## Estimating field gradients in Cs₃ZnBr₅ by hand

Before a sample of Cs₃ZnBr₅ goes into a spectrometer, it has to be decided which sites can be seen by ordinary NMR and which must be sought by quadrupole resonance in zero field. The deciding number is the quadrupole coupling $C_Q$ of each site. For spin-3/2 $^{81}$Br at a nearly axial site the zero-field line lies at $C_Q/2$, so the 145 MHz of Br11 puts it near 72 MHz, while the 4.23 MHz of Br9 leaves that site within reach of NMR. A factor of two does not change such a choice, and a pencil can sometimes deliver it. The table, from one LDA plane-wave run on an unrelaxed database cell without spin-orbit coupling, is the standard against which the pencil is judged.

Cs₃ZnBr₅ (I4/mcm, 18 atoms), unrelaxed database cell, computed with Ansatz 0.2.0: plane waves, default PAW datasets, LDA, scalar-relativistic, no spin polarisation, cutoff 420 eV, 4×4×4 k-mesh. Vzz is the principal field gradient largest in size; asymmetry is (Vxx − Vyy)/Vzz. The coupling is eQVzz/h, with Q = −0.00343 (¹³³Cs), 0.122 (⁶⁷Zn) and 0.2579 barn (⁸¹Br).

```
atom  like atoms  first shell  mean distance (Å)  longest less shortest (Å)  Vzz (1e21 V/m^2)  asymmetry  quadrupole coupling (MHz)  potential at the nucleus less that at the first site of the element (V)
 Cs1           4    Br8Zn2Cs1               3.89                       0.81             -5.56       0.01                      0.461                                                                     0.00
 Cs5           2         Br10               3.96                       0.20             -3.24       0.00                      0.269                                                                     0.16
 Zn7           2          Br4               2.41                       0.00             -0.52       0.00                      -1.55                                                                     0.00
 Br9           2          Cs6               3.69                       0.16              0.68       0.00                       4.23                                                                     0.00
Br11           8          Zn1               2.41                       0.00             23.24       0.03                        145                                                                     1.08
```

### From gradient to coupling

$V_{zz}$ is the principal second derivative of the electrostatic potential at the nucleus that is largest in size, and the asymmetry $\eta$ measures the departure from axial symmetry. By definition $C_Q = eQV_{zz}/h = 24.18\ \text{MHz}\times Q\,V_{zz}$, with the quadrupole moment $Q$ in barn and $V_{zz}$ in $10^{21}$ V/m², the unit used below. Elements must be compared through $V_{zz}$: Cs1 has about eleven times the gradient of Zn7, yet Zn7 has 3.4 times the coupling in size.

### A terminal halogen: Br11

Charge contributes to the gradient as $r^{-3}$, so the atom's own p electrons near the nucleus outweigh its neighbours. A full p shell gives nothing. One $p_z$ electron gives $-\frac{e}{4\pi\varepsilon_0}\langle 3\cos^2\theta-1\rangle\langle r^{-3}\rangle$, and since $\langle\cos^2\theta\rangle = 3/5$ the angular factor is $4/5$. A bromide that donates a fraction $f$ of an electron along its one bond is left with a $p_z$ hole, which is the Townes-Dailey picture:

$$V_{zz} = +\tfrac45\, f\,\frac{e}{4\pi\varepsilon_0}\langle r^{-3}\rangle .$$

A rough recalled $\langle r^{-3}\rangle$ of 12 atomic units for Br 4p, with 9.7 per atomic unit of gradient, gives $0.8\times12\times9.7 = 93$ for a whole hole. The simple guess $f = 1-\Delta\chi/2$, with rough recalled electronegativities 3.0 and 1.7, gives $f=0.35$. Then $V_{zz}\approx 33$ and $C_Q\approx 204$ MHz, both 40 % above the table's 23.24 and 145. Nothing was fitted. Read backwards, the table implies $f\approx0.25$, a figure only as good as the recalled $\langle r^{-3}\rangle$.

The picture gets the sign, the near-axial shape and the contrast with Br9, which has six Cs and no Zn in its shell: predicted zero, calculated 0.68, a factor of 34 below Br11. By the same argument a terminal iodide, more covalent and with a larger $\langle r^{-3}\rangle$, should have a larger gradient and a chloride a smaller one.

### An ion without a bond: Cs5

Here the neighbours are treated as point charges $q_j$ at distance $r_j$ (Å) and angle $\theta_j$ to the axis, and the result is multiplied by a factor $A$:

$$V_{zz} = A\times 1.44\sum_j \frac{q_j\,(3\cos^2\theta_j-1)}{r_j^3}.$$

$A$ stands for Sternheimer antishielding: the outer p shell deforms in the field of the neighbours, and the deformation near the nucleus multiplies the bare gradient, by roughly 100 for Cs⁺ and for Br⁻ in a crystal (more for the free anion) as a recalled size. The angles used here are a reconstruction. The I4/mcm sites of the atoms were assumed, the edges $a=9.70$ and $c=15.20$ Å follow from the cell of the run, and three free coordinates were fitted by least squares to the mean distances and spreads, all of which they reproduce within 0.004 Å. The Cs1 shell was counted as printed, with its two Zn and one Cs, so its mean and spread are not Cs-Br values.

Cs5 lies on the fourfold axis $c$. With formal charges, two Br at 3.80 Å on the axis give $2(-1)(2)/3.80^3=-0.073$. Eight Br at 4.00 Å with $\cos\theta=0.357$ give $8(-1)(-0.618)/4.00^3=+0.077$. The first shell thus nearly cancels and leaves the wrong sign. Four Zn²⁺ at 4.85 Å in the plane add $4(2)(-1)/4.85^3=-0.070$, and eight Cs at 5.26 Å with $\cos\theta=0.722$ add $8(0.564)/5.26^3=+0.031$. The sum is $-0.035$, a bare gradient of $-0.050$.

Taking $A=94$ from Cs1 (its table value over its full lattice sum) keeps Cs5 out of the calibration, though it needs a computed value and pairs a converged sum with a truncated one; calibrated instead on the Cs1 sum to 6.5 Å, $-0.0746$, $A$ would be about 75. With 94 the hand sum gives $-4.7$ against $-3.24$, about 45 % too large, and $C_Q = 24.18\times(-0.00343)\times(-4.7)=0.39$ MHz against 0.269. The number of ions in a shell grows as $r^2$ against the $r^{-3}$ fall, so the sum settles slowly: the Ewald value is $-0.043$, which brings the estimate to $-4.05$, 25 % too large. The Ewald sums and the sums to 6.5 Å give the right order of the two Cs sites, but truncated sums swing with the radius and can reverse it, so in assigning a $^{133}$Cs spectrum the 4:2 populations are the safer guide.

### How far one factor carries

A single $A=84$, the geometric mean of the sizes of table value over Ewald sum for the four Cs and Br rows, misses Cs1 by $-11$ %, Cs5 by $+11$ % and Br11 by $+22$ % of the table value, all three being part of that mean. How much of this belongs to the calculation itself is not known, since this crystal was compared with no all-electron run and spin-orbit coupling was left out. In the data makers' tests on other systems, $V_{zz}$ missed all-electron values by 2 to 3 % at the median and by over 10 % at about a tenth of sites, so the misses here are larger than a typical error there but not beyond the worst. The agreement at Cs1 is weaker than it looks: the model gives $\eta=0.47$ where the calculation has 0.015. This site has no fourfold axis, so the sum must be made along $c$ and along both diagonals of the base and the largest taken. In the run the $-5.56$ lies along a diagonal of the base. The sum to 4.6 Å also has its largest value, $-0.1000$, along a diagonal, the one closer to the directions of the two nearest Br9. The analysis does not print the direction for the full lattice sum, and which of the two diagonals the run picks was not compared, so the axis is only partly tested. The zero asymmetries of Cs5, Zn7 and Br9 are fixed by symmetry and test nothing.

At the two small gradients the rule fails in sign. It gives $-0.56$ for Br9 and $+1.4$ for Zn7, which was left out of the mean because a small cation is far less antishielded; no positive $A$ repairs either. The rounding of the distances moves the bare sums by roughly a tenth at Zn7 and less elsewhere, so it is not the cause. With the long-range terms cancelled, short-range effects probably decide. At Br9 four Cs in the plane are 0.16 Å closer than the two on the axis, and overlap with them would press the filled $p_x$ and $p_y$ orbitals inward, raise their $\langle r^{-3}\rangle$ and make $V_{zz}$ positive; this is a guess that has the right sign. At Zn7 the four bonds are equal, and the rebuilt angle to $c$ is 53.7° against the ideal 54.7°. The four Br alone give $1.44\times4(-1)(0.053)/2.41^3=-0.022$, the sign of the table, before farther ions overturn it. A turn of one degree would remove that term, and the Br11 atoms carry a force of 0.18 eV/Å in a cell that LDA would contract, so the calculated $-0.52$ may itself be sensitive to the geometry.

### Which charges

If Br11 has given up $f=0.25$, its charge is $-0.75$ and that of Zn $+1.0$. These charges improve caesium: Cs5 predicted from Cs1 is only 6 % too large and $\eta$ at Cs1 falls to 0.12. The signs at Br9 and Zn7 stay wrong, one common factor now leaves Br11 34 % too small, and the $A$ implied by Cs1 rises to about 120, so $A$ trades against the charges and means nothing beyond its order of magnitude.

The potential column pulls the other way. Formal charges give 0.15 V for Cs5 less Cs1 against 0.16, reduced charges 0.00. For Br11 less Br9 they give 2.90 and $-0.41$ V around the calculated 1.08 V. A value between the two is plausible: charge leaving Br11 weakens the neighbours' field but unscreens its own nucleus, a term that point charges lack. The higher potential binds the Br11 core electrons more deeply, before final-state relaxation.

At Br11 the p hole and the amplified Zn²⁺ field each overshoot alone, and they describe in two languages largely the same distortion of the p shell, so they should not be summed. On the evidence of this one crystal, a terminal halogen is estimated from its p hole and an unbonded ion from formal charges with $A$ near 100, which misses Cs5 by 55 % with the sum to 6.5 Å and by 32 % with the Ewald sum; where the bare gradient comes out below about 0.03 in size, as at Br9 and Zn7, the gradient is called small and its sign left open. The radius and the threshold were both chosen on these five sites, and a truncated sum deserves trust only if it holds steady as shells are added: stopped at 4.6 Å it gives $+0.0063$ at Cs5 and $+0.0627$ at Zn7, both of the wrong sign, and other radii near 6.5 Å shift Cs5 considerably and can carry Zn7 over the threshold.
